# Boltzmann statistics in the charge-based double-gate core: an InGaAs fin

The charge-based core for a common double-gate transistor comes with a known bound. It departs from the exact classical solution by at most about $0.15\,v_t$ in gate voltage. That exact solution assumes Boltzmann electrons, and today I want to price this assumption for a 15 nm In$_{0.53}$Ga$_{0.47}$As fin.

## The core, and where Boltzmann enters

The body is undoped, of thickness $t_{si}$ and permittivity $\varepsilon$, with both gates at $V_g$. The coordinate $x$ runs across the fin from its centre. $V$ is the electron quasi-Fermi potential, $v_t=kT/q$, and $\Delta\phi$ is the gate work function relative to the intrinsic level. $Q>0$ is the electron charge per unit area per gate, so the fin holds $2Q$. $W$ is the width of one gate, here the fin height, and the top gate is ignored.

I measure the potential by $u=(E_{Fn}-E_c)/kT=(\psi-V)/v_t-\ln(N_c/n_i)$ and put $\xi=2x/t_{si}$. In the gradual-channel approximation, with holes neglected, Poisson's equation is

$$\frac{d^2u}{d\xi^2}=\frac{2}{\gamma}\,\frac{n}{N_c},\qquad \gamma=\frac{8\varepsilon v_t}{qN_ct_{si}^2}.$$

The assumption enters here, as $n/N_c=e^{u}$. It makes the equation solvable in Taur's form (2004):

$$e^{u_0}=\gamma\beta^2\sec^2(\beta\xi),\qquad 0<\beta<\pi/2 .$$

Gauss's law gives $Q=(2\varepsilon v_t/t_{si})\,du/d\xi$ at $\xi=1$, hence $a\equiv Q/(4C_{si}v_t)=\beta\tan\beta$ with $C_{si}=\varepsilon/t_{si}$. At the surface $e^{u_s}=\gamma(\beta^2+a^2)$. The oxide drop is $Q/C_{ox}$, and replacing $\beta^2$ by $a$ gives the core:

$$V_g-\Delta\phi-V=\frac{Q}{C_{ox}}+v_t\ln\frac{8\varepsilon v_t\,a(1+a)}{qn_it_{si}^2}.$$

With constant mobility, $I=\mu(W/L)\int 2Q\,dV$. The core gives $-dV=dQ/C_{ox}+v_t[1/a+1/(1+a)]\,da$, so

$$I=\mu\frac{W}{L}\Big[\frac{Q^2}{C_{ox}}+4v_tQ-8C_{si}v_t^2\ln(1+a)\Big]_D^S .$$

Since $a>\beta^2$, the replacement asks too much gate voltage for a given charge, by $\epsilon v_t$ with $\epsilon=\ln[(a+a^2)/(\beta^2+a^2)]$. This starts as $a/3$ and peaks at $0.151$ for $\beta=1.04$, $a\approx1.8$.

Now the inputs, all typical values: $\varepsilon=13.9\,\varepsilon_0$, a parabolic mass $m^*=0.041\,m_0$, $T=300$ K, and an equivalent oxide thickness of 1 nm on the SiO$_2$ scale of $3.9\,\varepsilon_0$. They give $v_t=25.85$ mV, $N_c=2(2\pi m^*kT/h^2)^{3/2}=2.08\times10^{17}$ cm$^{-3}$, $C_{si}=0.820\ \mu$F/cm$^2$, $C_{ox}=3.45\ \mu$F/cm$^2$ and $\gamma=3.39$. The mean density in the fin, $\bar n=2Q/(qt_{si})$, obeys $\bar r\equiv\bar n/N_c=\gamma a$.

**Question.** *So the 0.15 bound is about 4 mV. Where does it sit in this fin?*

It is 3.9 mV, and it sits at $\bar r=6.0$, deep in degeneracy. While the Fermi level stays below the band edge the fin never reaches that peak, so the bound says little about this device.

## Dropping the assumption

For a parabolic band $n/N_c=\mathcal F_{1/2}(u)$, the Fermi integral normalised by $1/\Gamma(3/2)$, and for $u<0$

$$\mathcal F_{1/2}(u)=e^{u}-\frac{e^{2u}}{\sqrt8}+\frac{e^{3u}}{\sqrt{27}}-\dots$$

Keep the second term to first order. Write $u=u_0+w$, hold the charge fixed so that $\beta$ is still the root of $\beta\tan\beta=a$, and use $s=\beta\xi$. Linearising gives

$$\frac{d^2w}{ds^2}-2\sec^2 s\;w=-\kappa\sec^4 s,\qquad \kappa=\frac{\gamma\beta^2}{\sqrt2}.$$

The homogeneous solutions are $\tan s$, which is odd and excluded by symmetry, and $1+s\tan s$. For a particular solution use $(\sec^2s)''=6\sec^4s-4\sec^2s$. The operator on the left then turns $\sec^2 s-2$ into $4\sec^4 s$, so

$$w=-\frac{\kappa}{4}(\sec^2s-2)+C\,(1+s\tan s).$$

Fixed charge means no change of surface field, $w'(\beta)=0$. That reads $C(\tan\beta+\beta\sec^2\beta)=\tfrac{\kappa}{2}\sec^2\beta\tan\beta$, or

$$C=\frac{\kappa}{2}\,\frac{\tan\beta}{\beta+\sin\beta\cos\beta}.$$

The value $w(\beta)$ is the extra gate voltage in units of $v_t$, because the oxide drop is unchanged. After collecting terms,

$$\delta_F=\frac{\gamma\beta^2}{\sqrt8}\left[\frac{\sec^2\beta}{2}+\frac{\sin\beta\cos\beta}{\beta+\sin\beta\cos\beta}\right].$$

Two limits can be read off. For $\beta\to0$ the bracket is 1 and $\delta_F=\bar r/\sqrt8$, the shift of a uniform gas. For $\beta\to\pi/2$ the first term dominates and $\delta_F=e^{u_s}/2^{5/2}$. That is the shift set by $\mathcal F_{3/2}=e^u-e^{2u}/2^{5/2}+\dots$, which governs the surface field of an isolated inversion layer through the first integral of Poisson's equation.

A compact model wants this in terms of $a$. The bracket expands as $1+\beta^2/3+14\beta^4/45$, while $a/\beta^2=1+\beta^2/3+2\beta^4/15$. The terms in $\beta^2$ coincide, and

$$\delta_F=\frac{\gamma a}{\sqrt8}\Big[1+\frac{8}{45}a^2+\dots\Big].$$

To this order the correction is linear in charge, so it acts as a capacitor in series with the oxide:

$$v_t\delta_F\simeq\frac{Q}{C_F},\qquad C_F=\frac{\sqrt2\,qN_ct_{si}}{v_t}.$$

The amended core follows from $1/C_{ox}\to1/C_{ox}+1/C_F$, both in the charge equation and in the $Q^2$ term of the current.

**Question.** *Does the current integral survive? The Einstein relation changes with degeneracy.*

It survives, because I never split drift from diffusion. The current density is $q\mu n$ times the gradient of $V$ for either statistics, and the modified Einstein relation is contained in that form. What I still assume is that $\mu$ itself does not change with filling.

## How large it is

For our fin $C_F=2.74\ \mu$F/cm$^2$, the same as adding 1.26 nm of equivalent oxide. At small charge $\delta_F=1.20\,a$ against $\epsilon=a/3$, a factor of 3.6. The signs are opposite. The core overcharges for the voltage by $\epsilon$, Pauli filling demands $\delta_F$ more, and the classical Fermi-Dirac fin needs $(\delta_F-\epsilon)v_t$ above the core. The table uses the closed forms. $N=2Q/q$ is the total sheet density and $u_s=\ln[\gamma(\beta^2+a^2)]+\delta_F$.

| $a$ | $N$ ($10^{10}$ cm$^{-2}$) | $\bar r$ | $u_s$ | $\delta_F$ | $\epsilon$ | $(\delta_F-\epsilon)v_t$ (mV) |
|---|---|---|---|---|---|---|
| 0.015 | 1.6 | 0.051 | −3.0 | 0.018 | 0.0049 | 0.34 |
| 0.05 | 5.3 | 0.17 | −1.7 | 0.060 | 0.016 | 1.1 |
| 0.15 | 16 | 0.51 | −0.4 | 0.18 | 0.043 | 3.6 |
| 0.30 | 32 | 1.02 | 0.6 | 0.36 | 0.074 | 7.5 |

The first row is the strict textbook criterion, the Fermi level $3kT$ below the edge. There the Boltzmann core is good to a third of a millivolt, but the channel is still in subthreshold. In the third row the Fermi level lies below the band edge everywhere, yet $\delta_F$ already exceeds the peak value of $\epsilon$. The last row is just past the edge of the range.

At fixed bias the effect on charge and current comes from solving the amended equation. In units of $v_t$ the core depends on charge through $(4C_{si}/C_{ox})a+\ln[a(1+a)]$ with $4C_{si}/C_{ox}=0.950$. Choose the bias at which the core gives $a=0.15$ at the source. Adding $\gamma a/\sqrt8$ and solving again gives $a=0.132$, which is 12% less charge. In saturation, with $Q_D\to0$,

$$I=8\mu\frac{W}{L}C_{si}v_t^2\Big[\Big(\frac{2C_{si}}{C_{ox}}+\frac{2C_{si}}{C_F}\Big)a^2+2a-\ln(1+a)\Big],$$

where $2C_{si}/C_{ox}=0.475$ and $2C_{si}/C_F=0.599$. The bracket is 0.171 for the core and 0.159 after amendment, a loss of 7%.

**Question.** *Why does the current fall less than the charge, when you added a positive term to the current?*

Look at first order. A shift $v_t\delta$ changes the charge at fixed $V$ by $v_t\delta\,dQ/dV$, so the current changes by $-2\mu(W/L)v_t\int_{Q_D}^{Q_S}\delta\,dQ=-\mu(W/L)(Q_S^2-Q_D^2)/C_F$. The fall of the source charge removes twice this amount and the added term returns half of that loss. Physically, the current averages over the channel, and the drain end is far less filled than the source end.

**Question.** *Your series in $e^u$ diverges for $u>0$. Why trust the last row?*

At fixed charge the natural variable is the density. Inverting the series gives $u=\ln r+r/\sqrt8+A_2r^2+\dots$ with $A_2=3/16-\sqrt3/9=-0.00495$, the expansion of Joyce and Dixon (1977), whose second coefficient is very small. One can also expand in $a$ at any degeneracy. Let $\eta$ solve $\mathcal F_{1/2}(\eta)=\bar r$, and set $f_1=\mathcal F'/\mathcal F$, $f_2=\mathcal F''/\mathcal F'$ at $\eta$. To lowest order the profile is $a\xi^2$ plus a constant, with variance $4a^2/45$, so the mean of $u$ lies $\tfrac{2}{45}a^2f_2$ below $\eta$. One iteration, $u''=2a[1+f_1a(\xi^2-\tfrac13)]$, puts the surface $\tfrac23a-\tfrac4{45}a^2f_1$ above the mean. Subtracting the Boltzmann case $f_1=f_2=1$,

$$\delta=\eta-\ln\bar r+a^2\Big[\tfrac{4}{45}(1-f_1)+\tfrac{2}{45}(1-f_2)\Big]+O(a^3).$$

For small $\bar r$, $1-f_1=\bar r/\sqrt8$ and $1-f_2=2\bar r/\sqrt8$, which returns the $8/45$. At $a=0.30$ the formula gives 0.358, against 0.365 from the first-order closed form and 0.359 from the plain capacitor. So the entries for $\delta_F$ hold to about 2%.

**Question.** *Why do silicon modellers not meet this?*

Because $\gamma$ goes as $1/(N_ct_{si}^2)$. With the typical values $N_c=2.8\times10^{19}$ cm$^{-3}$ and $11.7\,\varepsilon_0$, the same thickness gives $\gamma=0.021$, and at small charge $\epsilon$ dominates. In InGaAs the two slopes cancel when $\gamma/\sqrt8=1/3$, at $t_{si}=28$ nm. Our fin is on the thin side.

## What rivals the correction

**Question.** *With that mass, is a bulk density of states meaningful at 15 nm?*

No, and confinement is the larger omission. A hard-wall parabolic well has $E_1=\hbar^2\pi^2/(2m^*t_{si}^2)=40.8$ meV, or $1.58\,kT$. Each subband carries $N_{2D}=m^*kT/(\pi\hbar^2)=4.43\times10^{11}$ cm$^{-2}$, while $N_ct_{si}=3.12\times10^{11}$ cm$^{-2}$. With flat bands and Boltzmann filling, the ratio of confined to classical charge is $(N_{2D}/N_ct_{si})\sum_je^{-j^2E_1/kT}=0.295$. That is a shift of $1.22\,v_t$, or 32 mV, several times any entry in the last column. For real InGaAs the hard-wall parabolic value is too high, by tens of per cent, since the wavefunction leaks into the barrier and the mass grows with energy. In subthreshold the shift does not depend on charge, so a fitted $\Delta\phi$ absorbs it. The filling term bends the curve and cannot be absorbed that way.

The filling term itself comes through nearly unchanged. For one subband $N=N_{2D}\ln(1+e^{\eta_1})$, with $\eta_1$ measured from the subband edge. Setting $y=N/N_{2D}$, $\eta_1=\ln(e^y-1)=\ln y+y/2+\dots$. The shift $v_ty/2$ with $N=2Q/q$ equals $Q/C_{2D}$, where $C_{2D}=q^2m^*/(\pi\hbar^2)=2.74\ \mu$F/cm$^2$. The second subband lowers this shift by about 2%. The match with $C_F$ is an accident of this thickness, since $C_F$ scales as $t_{si}m^{*3/2}T^{1/2}$ and $C_{2D}$ as $m^*$ alone. It fails at higher filling, where $\eta_1\to y$ and the slope doubles. Confinement also moves charge away from the interfaces, which alters the electrostatic terms linear in $a$. I have not computed that.

**Question.** *And nonparabolicity, and traps?*

With $E(1+\alpha E)=\hbar^2k^2/2m^*$ the bulk density of states gains the factor $\sqrt{1+\alpha E}\,(1+2\alpha E)\simeq1+\tfrac52\alpha E$. Then $n/N_c=\mathcal F_{1/2}+b\,\mathcal F_{3/2}$ with $b=\tfrac{15}{4}\alpha kT$, which is 0.116 for a typical $\alpha=1.2$ eV$^{-1}$. The first two terms become $(1+b)e^u-(1+b/2)e^{2u}/\sqrt8$, so $C_F$ is multiplied by $(1+b)^2/(1+b/2)=1.18$. The parabolic $\delta_F$ is therefore too large by that factor, and $N_c=2.08\times10^{17}$ cm$^{-3}$ understates the effective density of states by the fraction $b$.

Interface traps act through the oxide drop. A typical density of $10^{12}$ cm$^{-2}$eV$^{-1}$ is a capacitance of $0.16\ \mu$F/cm$^2$, which stretches the gate axis by $C_{it}/C_{ox}$, here 4.6 mV for each 100 mV of surface potential. That rivals the filling term, but it follows the potential while $Q/C_F$ follows the mobile charge, so the traps show in the subthreshold swing and the filling term shows only near turn-on.

Taken together, the filling correction at $a=0.15$ is between 4 and 5 mV in gate voltage, about four times the cost of replacing $\beta^2$ by $a$ and opposite in sign. It costs the model one series capacitor and no extra iteration, and it has to be added together with a confinement shift in $\Delta\phi$ of a few tens of millivolts.